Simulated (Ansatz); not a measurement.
## Band topology of Sb with spin–orbit coupling (computed with Ansatz 0.2.0)

Space group R-3m (No. 166), 2 atoms in the cell of the first input below: a = 4.501 Å, b = 4.501 Å, c = 4.501 Å, α = 57.25°, β = 57.25°, γ = 57.25°.

The volume is a measured one, the structure type a prototype's, with its volume kept and shape and atoms relaxed (pressure 1.6 GPa with this functional, without spin–orbit coupling). Functional: r2SCAN.

Input:

```yaml
crystal:
  lattice:
    - [2.1564921131, 1.245051302, 3.7499488168]
    - [-2.1564921131, 1.245051302, 3.7499488168]
    - [0.0, -2.490102604, 3.7499488168]
  atoms:
    - { symbol: Sb, position: [0.2336185135, 0.2336185135, 0.2336185135] }
    - { symbol: Sb, position: [0.7663814865, 0.7663814865, 0.7663814865] }
basis:
  ecutwfc: 500
  ecutrho_ratio: 4
kpoints:
  mp_grid: { grid: [6, 6, 6] }
hamiltonian:
  xc: r2scan
scf:
  occupations: { method: gaussian, width: 0.05 }
output:
  forces: true
  stress: true
  eigenvalues: true
  populations: true
  topological_invariants: true
magnetization:
  noncollinear: true
  spin_orbit: true
```

```bash
ansatz run input.yaml --threads 4 --pin off --max-ram 9216MiB --backend cpu --events-out ev --progress --plain --runs-dir out
```

Time: 85 s on 4 threads of Intel(R) Xeon(R) Platinum 8259CL CPU @ 2.50GHz (Skylake/Cascade Lake) (shared host), peak memory 1.7 GiB.

Without spin–orbit coupling the gap on a 10×10×10 mesh is 0.00 eV (the bands touch or overlap there). With it, in a separate run (self-consistent on 8×8×8, bands on 14×14×14), the bands overlap in energy by 0.27 eV (an overlap on a mesh is a lower bound, as the extrema may lie between its points). The indices are those of the lowest 30 bands, and their direct separation from the next band is open.

Odd-parity bands among them at the eight time-reversal-invariant momenta (inversion centre at 0.000 0.000 0.000):

```csv
k,odd bands
0.0 0.0 0.0,12
0.0 0.0 0.5,14
0.0 0.5 0.0,14
0.0 0.5 0.5,16
0.5 0.0 0.0,14
0.5 0.0 0.5,16
0.5 0.5 0.0,16
0.5 0.5 0.5,16
```

Question: What are the Z2 indices by the rule of Fu and Kane?

Answer: Each Kramers pair counts once, so δ = (−1)^(odd bands / 2): +, −, −, +, −, +, +, +. The product of all eight gives ν0, the products over the planes k_i = 1/2 the weak indices: (1;111). The Wilson-loop planes give (1;111).

Question: The cell is scaled in volume by 0.96 and 1.05 with the atoms carried along. Do the indices change?

Answer: No.

| volume ratio | pressure with spin–orbit coupling (GPa) | smallest direct separation sampled (eV) | at k | separation | Z2 |
| --- | --- | --- | --- | --- | --- |
| 0.96 | 4.5 | 0.011 | 0.12 0.12 0.36 | open | (1;111) |
| 1.00 | 1.7 | 0.020 | 0.13 0.13 0.36 | open | (1;111) |
| 1.05 | -1.0 | 0.029 | 0.13 0.13 0.37 | open | (1;111) |

Caveats: atoms feel forces of up to 0.11 eV/Å at volume ratio 0.96; atoms feel forces of up to 0.11 eV/Å at volume ratio 1.00; atoms feel forces of up to 0.34 eV/Å at volume ratio 1.05; bands overlap in energy, so the bands counted are not the filled states; semilocal functionals can invert narrow gaps falsely; the k-mesh was not tested; the smallest direct separation, 0.011 eV, lies at k = (0.12, 0.12, 0.36), away from the time-reversal-invariant momenta; it has to stay open for the indices to be defined, but with an inversion centre they change only where bands swap parity at a time-reversal-invariant momentum.

Antimony comes out as a semimetal with a strong topological index, in line with its established classification. The nontrivial value comes from the three L points, whose parity product is opposite to that at Γ, T and the three remaining momenta. Threefold symmetry makes the L points equivalent, so a parity exchange there changes an odd number of signs and switches the strong index. This is what separates antimony from bismuth in the usual parity assignment, where the order of the antibonding and bonding p-derived states at L is reversed.

The small direct separation away from these momenta is probably a band crossing opened by spin–orbit coupling. It widens with volume across all three cells, while the indices stay the same. Topological surface states are therefore expected, but they would coexist with bulk electron and hole pockets rather than lie in an insulating gap. The energy separation of the opposite-parity states at L isn't given, so the margin against a topological transition remains unknown.
